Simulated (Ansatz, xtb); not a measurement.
# Relative energy of two isomers of FH6InSi2

Structure a: `F[SiH2][SiH2][InH2]`, a singlet. Structure b: `[F][In]([SiH3])[SiH3]`, a singlet. Both are isolated molecules in the gas phase, relaxed with PBE0-D3(BJ)/def2-SVP, each in the lowest conformer that the search found.

a (Å):

```tsv
atom	x (Å)	y (Å)	z (Å)
F	-0.2208	-0.2361	-0.2539
In	-0.3315	1.9940	1.0580
Si	-1.5349	-0.1178	-1.2988
Si	-2.3099	1.9849	-0.6332
H	-0.9652	-0.2460	-2.6707
H	-2.3907	-1.3012	-0.9976
H	-3.7056	1.8867	-0.1048
H	-2.2780	2.9433	-1.7807
H	-0.6041	1.3531	2.6406
H	1.1758	2.6724	0.5501
```

b (Å):

```yaml
atoms:
  - { symbol: F, position_ang: [-2.4734, 1.7445, -2.5474] }
  - { symbol: In, position_ang: [-1.5738, 1.2509, -0.8523] }
  - { symbol: Si, position_ang: [0.0774, -0.6875, -1.2847] }
  - { symbol: Si, position_ang: [-2.4472, 2.7554, 1.0568] }
  - { symbol: H, position_ang: [0.8597, -1.0218, -0.0548] }
  - { symbol: H, position_ang: [1.0305, -0.3090, -2.3725] }
  - { symbol: H, position_ang: [-0.6829, -1.9029, -1.7106] }
  - { symbol: H, position_ang: [-3.9271, 2.5892, 1.1921] }
  - { symbol: H, position_ang: [-1.8056, 2.4088, 2.3624] }
  - { symbol: H, position_ang: [-2.1496, 4.1869, 0.7434] }
```

Quicker runs give these differences E(b) − E(a): GFN2-xTB −90.9 kJ/mol; HF/STO-3G +29.7 kJ/mol (at GFN2-xTB geometries); r2SCAN-D4/def2-SVP +5.3 kJ/mol (at GFN2-xTB geometries).

Task: Estimate E(b) − E(a) at the level CCSD(T)/def2-SVP + ΔMP2/def2-TZVPP.

Result: Calculated at CCSD(T)/def2-SVP + ΔMP2/def2-TZVPP: E(b) − E(a) = +14.2 kJ/mol, so structure a lies lower.

The same difference at several levels:

| level | geometry | E(b) − E(a) (kJ/mol) | departure from the last row (kJ/mol) | job, with rough time for the two |
| --- | --- | --- | --- | --- |
| GFN2-xTB | GFN2-xTB | −90.9 | −105.1 | optimisation, 0.73 s |
| HF/STO-3G | GFN2-xTB | +29.7 | +15.5 | single point, 1.5 s |
| r2SCAN-D4/def2-SVP | GFN2-xTB | +5.3 | −8.9 | single point, 4.3 s |
| PBE0-D3(BJ)/def2-SVP | PBE0-D3(BJ)/def2-SVP | +16.1 | +2.0 | optimisation, 2.8 min |
| HF/def2-SVP | PBE0-D3(BJ)/def2-SVP | +5.8 | −8.3 | part of the CCSD(T) run |
| MP2/def2-SVP | PBE0-D3(BJ)/def2-SVP | +9.3 | −4.8 | part of the CCSD(T) run |
| CCSD(T)/def2-SVP | PBE0-D3(BJ)/def2-SVP | +9.0 | −5.1 | single point |
| CCSD(T)/def2-SVP + ΔMP2/def2-TZVPP | PBE0-D3(BJ)/def2-SVP | +14.2 |  | single point, 38 s |

As drawn, b has 1 F–In, 1 In–Si, 2 Si–H in place of 1 F–Si, 1 Si–Si, 2 In–H.

GFN2-xTB puts the two in the other order. The largest departure from CCSD(T)/def2-SVP + ΔMP2/def2-TZVPP is that of GFN2-xTB, 105.1 kJ/mol. The last row adds to CCSD(T) the change of the MP2 difference between the two basis sets, here +5.1 kJ/mol.

With harmonic frequencies from PBE0-D3(BJ)/def2-SVP (ideal gas, rigid rotor, one conformer each, 298.15 K, 1 atm): on the last row, ΔE + ΔZPE = +16.9 kJ/mol. A mode under 50 cm⁻¹ makes harmonic enthalpies and free energies unreliable, so none is given.

The correlated steps freeze 15 core orbitals; the filled d shell of In is correlated, in a basis made for valence electrons. Atoms past krypton carry core potentials in the def2 sets, other sets are all-electron and non-relativistic, and no spin–orbit term is included. Programs: Ansatz 0.2.0, xtb 6.7.1; the last row on 2 threads of Intel(R) Xeon(R) Platinum 8259CL CPU @ 2.50GHz (Skylake/Cascade Lake) on a shared host.

Isomer a lies modestly lower, the net result of larger bond-energy changes that nearly cancel. Silicon binds fluorine more strongly than indium does, and the Si–Si bond is probably also stronger than In–Si; both favour a. Against this, b exchanges two weak In–H bonds for stronger Si–H bonds. The geometry of a suggests a further contribution: fluorine leans towards indium, at a distance too long for a normal In–F bond but short enough for weak donation into the formally empty In 5p orbital. Zero-point energy widens the gap to +16.9 kJ/mol, as expected when softer In–H modes are replaced by stiffer Si–H ones.

Hartree–Fock already gives this order in the def2-SVP basis, so the preference does not depend on electron correlation. The reversed order from GFN2-xTB probably reflects a poor balance between its indium and silicon bond energies. The energy difference says nothing about the barrier between the isomers, so it doesn't show whether b would persist once formed.
